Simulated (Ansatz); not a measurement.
## A series in volume scale on AlCu₃

All results are calculated (Ansatz 0.2.0). Free energy against uniform scaling of the volume at fixed shape and fractions; periodic cell, basis, potentials, k mesh and filling as listed.

The cell before it is scaled or strained (space group Fm-3m, No. 225):
```
CELL_PARAMETERS angstrom
0.00000 2.89760 2.89760
2.89760 0.00000 2.89760
2.89760 2.89760 0.00000
ATOMIC_POSITIONS crystal
Al 0.00000 0.00000 0.00000
Cu 0.50000 0.50000 0.50000
Cu 0.25000 0.25000 0.25000
Cu 0.75000 0.75000 0.75000
```

Settings of every row: functional r2SCAN; dispersion none; accuracy medium; potentials PAW; wave cutoff 450 eV; density cutoff 1800 eV; k mesh 7x7x7; k shift 0x0x0; occupations gaussian; smearing width 0.15 eV; spin none.

Limits: coarse k mesh, up to 40 meV an atom off; cutoff under the advised one; the cell comes from a prototype or a list of computed structures and needn't be the stable phase.

```csv
row,volume scale,V (Å³/atom),pressure (GPa),energy above lowest point (meV/atom)
1,0.9406,11.442,9.1,16.4
2,0.9703,11.803,?,?
3,1,12.164,-1.25,0
4,1.0297,12.526,-5.23,7.4
5,1.0594,12.887,-8.59,23.1
```

Question: what pressure and energy above lowest point should row 2 give?

Worked fit of pressure. Take u = (V_r/V)^(2/3) − 1 with V_r = 12.345 Å³ an atom, which is twice the finite (Eulerian) strain; such expansions in the strain, on which the Birch-Murnaghan equation of state is built, carry the rest volume and the bulk modulus. The shown rows have u = 0.05194, 0.0099, -0.00966, -0.02824. Least squares give pressure = −3.331 + 204.78 × u + 664.5 × u² GPa; a straight line predicts inner rows, each left out in turn, worse (root mean square 0.65 against 0.034 GPa). The rows lie off it by 0.00, -0.01, 0.02, -0.01. The pressure vanishes at u = 0.0155, or V = 12.06 Å³ an atom, and there the bulk modulus at fixed shape and fractions is B = −V dP/dV = (2/3)(1 + u) dP/du = 153 GPa. The withheld row has u = 0.03038, so the fit gives −3.331 + 204.78 × (0.03038) + 664.5 × (0.03038)² = 3.50 GPa.

The calculation gave 3.49 GPa. The fit lies 0.01 GPa (0.057 % of the column's range) above it, one unit of the last digit.

Worked fit of energy above lowest point. Take u = (V_r/V)^(2/3) − 1 with V_r = 12.345 Å³ an atom, which is twice the finite (Eulerian) strain; such expansions in the strain, on which the Birch-Murnaghan equation of state is built, carry the rest volume and the bulk modulus. The shown rows have u = 0.05194, 0.0099, -0.00966, -0.02824. Least squares give energy above lowest point = 2.55 − 377.8 × u + 12405 × u² meV/atom; a straight line predicts inner rows, each left out in turn, worse (root mean square 12 against 0.081 meV/atom). All shown rows lie on it to the printed digit. Its lowest point lies at u = 0.0152, or V = 12.07 Å³ an atom, and the curvature there gives the bulk modulus at fixed shape and fractions, B = (4/9)(1 + u)² E″(u)/V = 151 GPa. The withheld row has u = 0.03038, so the fit gives 2.55 − 377.8 × (0.03038) + 12405 × (0.03038)² = 2.5 meV/atom.

The calculation gave 2.4 meV/atom. The fit lies 0.1 meV/atom (4.2 % of the value, 0.43 % of the column's range) above it, one unit of the last digit.
